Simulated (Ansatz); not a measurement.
Ga2Pt: the change of energy less reference with wave cutoff

One setting of a density functional single point varied, free energy counted from the run at the reference value, pressure positive in compression; periodic cell, basis, potentials, k mesh and filling as listed. The results are calculated, by Ansatz 0.2.0.

Structure of every row (space group Fm-3m, No. 225):
```
Ga2Pt
1.0
      0.0000     2.9555     2.9555
      2.9555     0.0000     2.9555
      2.9555     2.9555     0.0000
Ga Pt
2 1
Direct
  0.25000 0.25000 0.25000
  0.75000 0.75000 0.75000
  0.00000 0.00000 0.00000
```

Settings of every row: functional PBEsol; dispersion D3(BJ)+ATM; potentials PAW; k mesh 10x10x10; k shift 0x0x0; occupations gaussian; smearing width 0.1 eV; spin none; varied setting wave cutoff; reference wave cutoff 600 eV.

Limits: no spin-orbit coupling, which can matter with elements this heavy.

Limits of some rows: cutoff under the advised one (row 1, 2).

| row | wave cutoff (eV) | energy less reference (meV/atom) |
| --- | --- | --- |
| 1 | 300 | 140.75 |
| 2 | 375 | ? |
| 3 | 450 | 0.92 |
| 4 | 525 | 0.09 |
| 5 | 600 | 0 |

Question: what energy less reference should row 2 give?

Worked fit of energy less reference. Measure energy less reference from the row at the highest cutoff, 0.00 meV/atom, and take the logarithm of what remains: 300 → 4.95, 450 → -0.08, 525 → -2.41. A straight line through these is ln|rest| = 14.763 − 0.03281 × cutoff, so the rest falls by a factor of e every 30.5 eV; from 3 rows that is a rough guide, not a law, and the row at the highest cutoff isn't the limit itself. At 375 eV the line gives ln|rest| = 2.459, a rest of 11.70 meV/atom, and so 0.00 + 11.70 = 11.70 meV/atom.

The calculation gave 3.31 meV/atom. The fit lies 8.39 meV/atom (250 % of the value, 6 % of the column's range) above it; its largest miss of a shown row is 3.75 meV/atom.
